Q: I have computed fcc copper at several volumes, and each result carries a smearing entropy term of about a millielectronvolt. Is that the heat in my metal?

Single-point calculations of fcc copper with Ansatz 0.2.0, using PBE, scalar-relativistic PAW and a 420 eV plane-wave cutoff, without spin polarization. The one-atom cell has a 20×20×20 k mesh and Gaussian smearing of width 0.1 eV. The smearing entropy term is −TS, as it enters the free energy.

```
volume (Å³/atom)  shortest distance (Å)  smearing entropy term (meV/atom)
          10.521                  2.460                            -1.260
          10.880                  2.487                            -1.290
          10.937                  2.492                            -1.290
          11.238                  2.514                            -1.310
          11.362                  2.523                            -1.310
          11.597                  2.541                            -1.330
          11.810                  2.556                            -1.350
          11.956                  2.567                            -1.360
          12.314                  2.592                            -1.410
          12.673                  2.617                            -1.430
          13.151                  2.649                                 ?
```

A: No, it belongs to the numerical method. In a metal, levels cross the Fermi energy, and a finite mesh of k points samples that sharp edge badly. The calculation therefore lets the occupation fall gradually over a chosen width, and the term reflects how many levels are left partly filled. A more negative value means more levels near the Fermi energy, not a more stable crystal.

Q: Then why does it change when I only expand the crystal?

A: Moving the atoms apart weakens the overlap between neighbours, and the band of outer electrons becomes narrower. The same number of levels is packed into a smaller range of energy, so more of them lie within the smearing width. That is the theoretical picture. The known rows agree with its direction, since the magnitude never falls from one to the next.

Q: Can you turn that into a number?

A: For a Gaussian width $\sigma$ and a density of states $D$ that is smooth near the Fermi level, the term is $-\sigma^2D/2$. At 12.673 Å³/atom it is −1.43 meV, so $D = 2\times0.00143/0.1^2 = 0.286$ states per eV and atom.

For one free electron per atom, $D=3/(2E_F)$, where $E_F$ is the Fermi energy above the band bottom. $E_F$ falls with the volume $V$ as $V^{-2/3}$, so the term should grow as $V^{2/3}$. Copper's $D$ is on average 27% above the free-electron value in the known rows, which is why I take the power from theory but the amplitude from the table.

Q: Copper also has d electrons. Why not let them set the trend?

A: The width of a d band shrinks much faster on expansion, roughly as $V^{-5/3}$. If the levels at the Fermi energy followed it, the term would grow by a factor of 1.36 from the smallest to the largest known volume. It grows by a factor of 1.14, close to the 1.13 that the free-electron power predicts. Over so narrow a range this supports the picture of a broad outer band but doesn't settle the cause.

Q: So what do you predict at 13.151 Å³/atom?

A: A least-squares fit of the amplitude to the ten known rows gives $-0.2615\times13.151^{2/3}=-1.46$ meV/atom. My range is −1.49 to −1.43, and I expect a larger magnitude than at 12.673 Å³/atom.

The half-width of 0.03 meV is about twice the largest misfit among the fitted rows. I allow that much because the new volume lies outside their range and the growth is uneven: slow around 11.3 Å³/atom, steep around 12, then slower again.

The withheld rows as computed:

```
volume (Å³/atom)  shortest distance (Å)  smearing entropy term (meV/atom)
          13.151                  2.649                            -1.410
```

Q: It came out at −1.41. That is outside your range.

A: Yes, and the direction is wrong too: the magnitude falls from 1.43 to 1.41 meV instead of rising. The forecast is too large in magnitude by 0.047 meV, or 3% of the computed value. The d-band power would have given −1.65 meV, so the free-electron law remains much the better of the two. It describes the broad growth, but not the step between two neighbouring volumes.

Q: What could make the term fall while the band narrows?

A: Probably the k mesh, as a count made after the fact suggests. Half of the 0.286 states belongs to each spin, and the smearing acts mainly within a window about 0.2 eV wide. That window holds about 3% of a band's levels, or some 230 of the 8000 mesh points.

Symmetry makes up to 48 of these points equivalent, so the window may contain as few as five distinct energies. If expansion merely narrowed the band in proportion, every level would move closer to the Fermi energy, and the term could only grow. A fall needs levels that move away from it, which is possible because the band can also change its shape. With so few distinct energies in the window, one of them leaving it can outweigh the general growth. If this is the cause, my range was too narrow because it took the misfits of ten rows as the measure of the effect. Repeating the last two volumes with a denser mesh would test the explanation: the fall between them should disappear.

Q: Should I worry about the lattice constant I take from these runs?

A: Not because of the smearing itself. The free energy lies below its zero-width estimate by half the term, and the smooth law makes that gap widen on expansion. Near 11.956 Å³/atom this acts like an extra outward pressure of $\tfrac12\cdot\tfrac23\cdot1.36/11.956=0.038$ meV/Å³, or 0.006 GPa.

The pressures computed on either side of that volume give a bulk modulus of about 142 GPa. The equilibrium volume therefore grows by $11.956\times0.006/142\approx0.0005$ Å³/atom, far less than the spacing of your volumes. This covers the smearing alone; the error of the mesh in the total energy has to be checked with a denser mesh.
